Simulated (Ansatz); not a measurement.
Computed with DFT PBE, scalar-relativistic, plane waves, PAW in Ansatz 0.2.0. Settings: cutoff 420 eV, Γ-centred meshes spaced at most about 0.3 Å⁻¹, and about 0.25 Å⁻¹ or finer for metals (2π included), Gaussian smearing. No spin polarisation in the final relaxations.

Temperature and zero-point effects are left out.

Two forms of Bi2Te were relaxed alike.

A. Space group I4_1/amd (No. 141), tetragonal, a = 8.347 Å, c = 6.216 Å. Bi is surrounded by 2 Te at 3.13 Å and 4 Bi at 3.34 Å; around Te lie 4 Bi at 3.13 Å.

B. Space group I4/mmm (No. 139), tetragonal, a = 6.117 Å, c = 6.419 Å. Bi is surrounded by 2 Te at 3.06 Å and 2 Bi at 3.21 Å; Te is surrounded by 4 Bi at 3.06 Å.

Problem. Which would you expect to be lower, and how large is the difference?

Solution. A is lower, by 0.40 eV/atom. A has space group I4_1/amd (No. 141), 36.1 Å³/atom and no gap on its mesh; B has space group I4/mmm (No. 139), 40.0 Å³/atom and no gap. The denser one is the lower, and pressure would at first widen the difference. Origin: A is a Materials Project cell, relaxed; B was invented.

These runs have no spin–orbit coupling, which can matter for Bi and Te. Cells relaxed within their symmetry can be saddle points.

Form A is favoured by 0.40 eV/atom, a wide margin for two arrangements of the same composition, so B is not a serious competitor to A. The Bi–Te contacts don't explain this, since they are slightly shorter in B. The more likely source is the bismuth sublattice. With so little tellurium to take up electrons, Bi keeps p electrons for bonding to other Bi atoms. A appears to spread these over more numerous, longer and individually weaker Bi–Bi contacts, whereas B has fewer, shorter ones and a more open packing. This suggests that delocalised, multicentre p bonding and better space filling together outweigh the stronger individual contacts in B. The absence of a gap in both forms fits such a Bi-rich, electron-excess composition.

The ordering does not make A the ground state of Bi2Te. The known bismuth-rich tellurides are layered, stacking Bi bilayers with Bi2Te3-type slabs, and no such structure is included in the comparison.
